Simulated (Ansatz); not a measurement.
# Se: pressure against volume scale

Results calculated with Ansatz 0.2.0, not measured. Free energy against uniform scaling of the volume at fixed shape and fractions; periodic cell, basis, potentials, k mesh and filling as listed.

The cell before it is scaled or strained (space group R-3m, No. 166):
```
Se
1.0
      1.9250     1.1114     0.8817
     -1.9250     1.1114     0.8817
      0.0000    -2.2228     0.8817
Se
1
Direct
  0.00000 0.00000 0.00000
```

Settings of every row: functional r2SCAN; dispersion D3(BJ); potentials PAW; wave cutoff 517.02 eV; density cutoff 2068.1 eV; k mesh 13x13x13; k shift 0x0x0; occupations methfessel paxton; smearing width 0.1 eV; spin none.

Limits: all rows lie far from zero pressure; coarse k mesh, up to 40 meV an atom off; dispersion damping borrowed; minimum outside the range.

```csv
row,volume scale,V (Å³/atom),pressure (GPa),energy above lowest point (meV/atom)
1,0.9,10.186,230.59,2261.5
2,0.925,10.469,209.3,1873
3,0.95,10.752,189.41,1521.2
4,0.975,11.035,171.49,1202.9
5,1,11.318,155.82,914.1
6,1.025,11.601,141.71,651.6
7,1.05,11.884,?,?
8,1.075,12.167,116.73,196.5
9,1.1,12.45,105.96,0
```

Question: what pressure should row 7 give?

Worked fit of pressure. Take u = (V_r/V)^(2/3) − 1 with V_r = 11.177 Å³ an atom, which is twice the finite (Eulerian) strain; such expansions in the strain, on which the Birch-Murnaghan equation of state is built, carry the rest volume and the bulk modulus. The shown rows have u = 0.06385, 0.04459, 0.02618, 0.00856, -0.00832, -0.02452, -0.05501, -0.06938. Least squares give pressure = 163.605 + 944.52 × u + 1659.2 × u² GPa; a straight line predicts inner rows, each left out in turn, worse (root mean square 2.7 against 0.28 GPa). The rows lie off it by -0.09, 0.28, -0.06, -0.32, -0.04, 0.27, 0.06, -0.10 (root mean square 0.19 GPa). The withheld row has u = -0.04007, so the fit gives 163.605 + 944.52 × (-0.04007) + 1659.2 × (-0.04007)² = 128.42 GPa.

The calculation gave 128.68 GPa. The fit lies 0.26 GPa (0.21 % of the column's range) below it; its largest miss of a shown row is 0.32 GPa.

The other values of row 7: energy above lowest point 413 meV/atom.
